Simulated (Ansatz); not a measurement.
# Strength of the C–C bond: C2H7BN → CH4BN + CH3

Species: C2H7BN `B[N]CC`, doublet; CH4BN `BN=C`, singlet; CH3 `[CH3]`, doublet. 

Shapes, held fixed at every level: PBE0-D4/def2-TZVP. Flexible molecules stand in one conformer, not always the lowest. Programs: Ansatz 0.2.0. The zero-point and thermal change to 298 K, harmonic and unscaled (PBE0-D4/def2-TZVP), is -15.5 kJ/mol.

```tsv
level	kind	ΔH(298 K) (kJ/mol)	less CCSD(T)/CBS estimate
HF/def2-TZVPP	Hartree–Fock	+70.6	-19.3
SPW92/def2-TZVPP	LDA	+153.7	+63.8
B3LYP-D4/def2-TZVPP	global hybrid	+90.9	+1.0
MP2/def2-SVP	perturbation theory	+83.3	-6.6
MP2/def2-TZVPP	perturbation theory	+77.3	-12.6
CCSD(T)/def2-TZVPP	coupled cluster or CI	+87.8	-2.1
CCSD/def2-TZVPP	coupled cluster or CI	+87.6	-2.3
CCSD(T)/CBS estimate	coupled cluster or CI	+89.9	0.0
```

The highest level, CCSD(T)/CBS estimate, gives ΔH(298 K) = +89.9 kJ/mol; the levels span +70.6 to +153.7. A fragment pairs its electrons up again, so this isn't a typical strength of such a bond. The column of differences is taken from that level and isn't an error. No measured value is set beside it here. Open shells run unrestricted unless RO is named. The CBS estimate extrapolates MP2 from def2-TZVPP and def2-QZVPP and adds CCSD(T) − MP2 in the triple-zeta set, cores frozen.

Breaking this C–C bond is endothermic at every level, but the cost is modest because the bond lies β to the nitrogen-centred radical. As methyl leaves, the unpaired electron on nitrogen and one electron of the breaking σ bond form the C=N π bond, repaying much of the cleavage energy. Donation from nitrogen into the empty boron p orbital probably also helps to stabilise the imine.

The number of electron pairs is thus conserved, which helps explain why Hartree–Fock falls only 19.3 kJ/mol below the reference, a smaller deficit than is usual for simple homolysis. LDA errs the other way, in line with its familiar overbinding. CCSD and CCSD(T) nearly coincide in the same basis, so connected triples matter little here. MP2 stays clearly lower in that basis, which points to its treatment of correlation rather than to basis incompleteness. B3LYP's close agreement may owe something to error cancellation. The reaction enthalpy alone doesn't fix the radical's lifetime, which also depends on the barrier to β-scission.
